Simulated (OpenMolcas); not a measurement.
## GaGeH5 (SMILES [GaH2][GeH3]): the HOMO–LUMO gap, rung by rung

The species is GaGeH5 (7 atoms), meant as a singlet with charge 0. SMILES: `[GaH2][GeH3]`. The shape is that of a PBE0-D4/def2-TZVP optimisation.

Each level gives the HOMO–LUMO gap (eV). The values are calculated.

```tsv
level	kind	program	value (eV)	CPU time
HF/def2-SVPD	Hartree–Fock	OpenMolcas	10.71	20 s
M06-L/def2-SVPD	meta-GGA	OpenMolcas	4.14	62 s
TPSS/def2-SVPD	meta-GGA	OpenMolcas	3.94	64 s
B3LYP/def2-SVPD	global hybrid	OpenMolcas	5.02	48 s
BHLYP/def2-SVPD	global hybrid	OpenMolcas	7.18	46 s
M06-2X/def2-SVPD	hybrid meta-GGA	OpenMolcas	7.01	58 s
PBE0/def2-SVPD	global hybrid	OpenMolcas	5.49	47 s
B2PLYP/def2-SVPD	double hybrid	OpenMolcas	7.38	36 s
```

All-electron rows without a relativistic Hamiltonian named are non-relativistic. The values span 3.94 to 10.71 eV. Orbital gaps aren't excitation energies, and those of double hybrids come from the SCF part alone; they tend to grow with the share of exact exchange. CPU times are rough (shared hosts, several kinds of processor): they show what a rung costs within a factor of a few.

The gap of this gallyl germane depends heavily on the functional, from 3.94 eV with TPSS to 10.71 eV with Hartree–Fock, probably because nonlocal exchange stabilises the occupied orbitals much more than the empty ones. The order is not strict: M06-2X contains slightly more exact exchange than BHLYP, yet gives the smaller gap, 7.01 against 7.18 eV. TPSS and M06-L also differ, although neither contains any.

The frontier orbitals can be inferred from the bonding. Three-coordinate gallium(III) has an electron sextet and an empty 4p orbital perpendicular to its bonding plane, which is the natural candidate for the LUMO. The HOMO is probably the Ga–Ge σ bond, since overlap between the diffuse valence orbitals of two heavy atoms is weaker than in the Ga–H and Ge–H bonds. This picture suggests a Lewis-acidic gallium centre, but the gaps alone measure neither its affinity for donors nor the molecule's tendency to associate through hydride bridges.
